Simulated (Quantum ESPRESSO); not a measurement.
# Order energy and nickel moment of rocksalt NiO with six density functionals at a fixed Hubbard U

We calculate the energy between two magnetic orders of rocksalt NiO, and the nickel spin moment, with six functionals at one measured cell and one Hubbard $U$ of 6 eV on Ni. The order energy is that of an opposed order less that of the parallel order, per nickel atom, so a positive value favours parallel spins. NiO serves as an antiferromagnetic layer in exchange-biased stacks and spin-transport devices, and models of such layers take their exchange constants from energy differences of this kind. The question is how far these differences depend on the functional, and whether one functional costs more than another. Because the atoms and the cell are held fixed, no part of the change comes from a different bond length.

## Set-up

One system, NiO (rocksalt, Fm-3m), 2 atom(s) a primitive cell, from measured cells of the Crystallography Open Database, atoms fixed. Quantum ESPRESSO 7.5, plane waves with GBRV 1.5 LDA or GBRV 1.5 PBE or GBRV 1.5 PBEsol pseudopotentials, cutoff 544 eV, Fermi-Dirac smearing of 0.14 eV, k meshes whose coarsest spacing along a reciprocal vector is 0.33 to 0.53 1/Å over all runs (2π included). Hubbard U (eV) Ni 6 on orthogonalised atomic projectors. Collinear spins, no spin-orbit coupling. At each rung a parallel and one opposed order (signs +-, cell doubled at q = (0,1/2,1/2)) are run; settings that are not listed as columns stay the same. Costs are from shared machines (Skylake/Cascade Lake). Runs that did not converge or carry a known fault are not listed.

Notes on method and selection:

- No rung is shown to be converged.
- Energies are free energies at the smearing width.
- Site moments count the spin inside each program's own atomic sphere, so they depend somewhat on its radius and leave out the spin between the spheres.
- Some functionals were run on pseudopotentials made for another functional.
- Quantum ESPRESSO sets the radius of an element's spheres to about 0.41 of its shortest distance to a neighbour.
- Runs that did not converge, have known faults or may not be shown are not listed, and runs on Ansatz's PAW sets soft_1 and soft_2 are kept to separate tables.

Columns:

- potentials: pseudopotential library.
- order energy (meV): energy of the opposed order less that of the parallel order, per magnetic atom (positive: parallel is favoured).
- moment (μB): largest site spin moment of the parallel order.
- cost (core-s): processor time of the two runs together.

## Data

| member | functional | potentials | order energy (meV) | moment (μB) | cost (core-s) |
| --- | --- | --- | --- | --- | --- |
| RPBE | RPBE | GBRV 1.5 PBE | ? | ? | 190 |
| PBE | PBE | GBRV 1.5 PBE | 10.86 | 1.7295 | 200 |
| Wu-Cohen GGA | Wu-Cohen GGA | GBRV 1.5 PBE | 11.77 | 1.7232 | 200 |
| PBEsol | PBEsol | GBRV 1.5 PBEsol | 13.14 | 1.7218 | 200 |
| revPBE | revPBE | GBRV 1.5 PBE | 10.23 | 1.7343 | 190 |
| LDA | LDA | GBRV 1.5 LDA | 17.68 | 1.6990 | 170 |

Cells marked ? are withheld until the estimate has been made.

## Interpretation

The order energy falls from 17.68 meV with LDA to 13.14 with PBEsol, 11.77 with Wu-Cohen, 10.86 with PBE and 10.23 with revPBE. The moment rises in the same sequence, but only from 1.6990 to 1.7343 μB. The energy thus changes by a factor of 17.68 / 10.23 = 1.73, the moment by 1.7343 / 1.6990 = 1.02.

The positive sign does not make NiO a ferromagnet. The opposed order used here alternates along a cube axis. It reverses 8 of the 12 nearest nickel neighbours and leaves the six second neighbours, reached in a straight line through oxygen, parallel. The strong antiferromagnetic coupling along those straight Ni–O–Ni paths therefore cancels from the difference. It is this coupling that gives real NiO its known order of alternating (111) planes. What remains is mainly the weak nearest-neighbour coupling. With PBE, reversing one such pair costs about 10.86 / 4 = 2.7 meV, since each atom owns half of its eight reversed pairs.

A larger moment by itself would strengthen the coupling, so the fall must have another origin. The likely one is covalency: exchange that rewards density gradients more strongly favours a compact nickel d shell, which mixes less with oxygen p states. More spin then stays on nickel, and the coupling carried by oxygen weakens. The moments agree with this picture in sign.

PBE, Wu-Cohen and revPBE share one set of pseudopotentials, and among them the order energy spans 11.77 − 10.23 = 1.54 meV. LDA and PBEsol each use their own set, so their steps also contain a change of potential. That change may matter: PBEsol lies 1.37 meV above Wu-Cohen, although the two have similar exchange and their moments differ by only 0.0014 μB.

Cost does not separate the functionals. Each pair of runs takes 170 to 200 core-s, a spread too small to mean anything on shared machines.

## Estimating the withheld member

Plain estimates from the members shown:

- RPBE, mean of the 5 members shown: 12.74 meV, standard deviation 2.7

The mean of the five members, 12.74 meV, ignores the ordering by exchange. RPBE shares its correlation and pseudopotentials with PBE and revPBE, so we start from PBE and scale the step to revPBE by the exchange enhancement $F$ at a typical reduced gradient $s=1$.

With constants rounded to two figures, the PBE form is $F-1=x/(1+x/\kappa)$ with $x=\mu s^2$, $\mu=0.22$ and $\kappa=0.80$; revPBE has $\kappa=0.80/0.65$, PBEsol $\mu=0.12$. Wu-Cohen uses $x=0.12s^2+0.10s^2e^{-s^2}+\ln(1+0.0079s^4)$. RPBE has $F-1=\kappa(1-e^{-\mu s^2/\kappa})$, and LDA has zero.

At $s=1$ this gives

- PBE: 0.22 / (1 + 0.22 / 0.80) = 0.1725
- revPBE: 0.22 / (1 + 0.22 × 0.65 / 0.80) = 0.1866
- RPBE: 0.80 × (1 − exp(−0.22 / 0.80)) = 0.1923

The steps from PBE are 0.1923 − 0.1725 = 0.0198 for RPBE and 0.1866 − 0.1725 = 0.0141 for revPBE. The RPBE step is thus 0.0198 / 0.0141 = 1.40 times the revPBE step of 10.23 − 10.86 = −0.63 meV:

10.86 − 1.40 × 0.63 = 9.98 meV.

The same route can be tried on the other three members. PBEsol has 0.12 / (1 + 0.12 / 0.80) = 0.1043, a step of 0.1725 − 0.1043 = 0.0682. Wu-Cohen has $x$ = 0.12 + 0.10 × exp(−1) + ln(1 + 0.0079) = 0.1647 and so 0.1647 / (1 + 0.1647 / 0.80) = 0.1366, a step of 0.1725 − 0.1366 = 0.0359. The line then gives

- Wu-Cohen: 10.86 + 0.63 × 0.0359 / 0.0141 = 12.46 meV
- PBEsol: 10.86 + 0.63 × 0.0682 / 0.0141 = 13.91 meV
- LDA: 10.86 + 0.63 × 0.1725 / 0.0141 = 18.57 meV

These are too high by 0.69, 0.77 and 0.89 meV. PBEsol and LDA also differ from PBE in correlation, which the line leaves out. These misses are well below the 2.7 meV scatter about the mean. They belong to longer steps in $F$, of 0.0359, 0.0682 and 0.1725. Scaled to the RPBE step of 0.0198 they become 0.38, 0.22 and 0.10 meV, with a root mean square of 0.26, which we take as the error.

**Committed estimate, RPBE: order energy = 10.0 ± 0.3 meV.**

## Check

| member | functional | potentials | order energy (meV) | moment (μB) | cost (core-s) |
| --- | --- | --- | --- | --- | --- |
| RPBE | RPBE | GBRV 1.5 PBE | 10.03 | 1.7360 | 190 |

| member | estimate | order energy (meV) | computed | estimate − computed | miss in error bars |
| --- | --- | --- | --- | --- | --- |
| RPBE | committed | 10.00 | 10.03 | −0.03 | 0.1 |
| RPBE | mean | 12.74 | 10.03 | +2.71 |  |

The computed 10.03 meV lies 0.03 meV above our estimate of 10.0, well inside the error bar of 0.3. The mean of the other five members misses by 2.71 meV.

Scaling by the exchange enhancement held. The step from PBE to RPBE is 10.03 − 10.86 = −0.83 meV, or 0.83 / 0.63 = 1.32 times the step to revPBE, against the 1.40 we used. This was an easy test, because RPBE lies close to revPBE. Evaluating the same formulas at $s=2$ instead of $s=1$ would have given a ratio of about 1.2 and an estimate of 10.86 − 1.2 × 0.63 = 10.1 meV, so the agreement does not single out $s=1$.

RPBE also has the largest moment of the six, 1.7360 μB, together with the lowest order energy. That fits weaker nickel–oxygen mixing, but a moment inside a sphere is only indirect evidence for it.

## Exceptions

LDA lies farthest from the rest, 17.68 − 13.14 = 4.54 meV above PBEsol, the next highest. The direction is expected, since LDA has no gradient enhancement at all, and it also has the smallest moment.

Measured against the line through PBE and revPBE, Wu-Cohen, PBEsol and LDA all fall low, by 0.69, 0.77 and 0.89 meV. Pseudopotentials cannot be the common reason, because Wu-Cohen shares its set with PBE. A likelier one is the use of a single reduced gradient. PBE and revPBE differ mostly at large $s$: their enhancements are 0.014 apart at $s=1$ but about 0.09 apart at $s=2$. Counting only $s=1$ therefore makes the line too steep and the estimates for these three members too high.

We suggested earlier that the change of potentials might matter in the gap of 1.37 meV between PBEsol and Wu-Cohen. The enhancement line already gives 13.91 − 12.46 = 1.45 meV for that gap, so it is no evidence for such an effect.

## Rules of thumb and their limits

At this cell and $U$ = 6 eV, stronger gradient enhancement lowers the order energy, from 17.68 meV with LDA to 10.03 with RPBE, while the moment changes by only about 2 %. For a functional whose enhancement lies as close to that of PBE as RPBE's does, the enhancement line should serve to a few tenths of a meV; for larger changes of exchange, misses of 0.7 to 0.9 meV are more typical.

For a spin model with energy $-J_1\,\mathbf e_i\cdot\mathbf e_j$ per nearest-neighbour pair and unit vectors $\mathbf e$, the order energy is $8J_1$. This gives $J_1$ = 10.03 / 8 = 1.25 meV with RPBE and 17.68 / 8 = 2.21 meV with LDA.

This constant alone would make NiO ferromagnetic. A device model also needs the antiferromagnetic coupling through straight Ni–O–Ni paths, which is much stronger per pair and requires a run with alternating (111) planes.
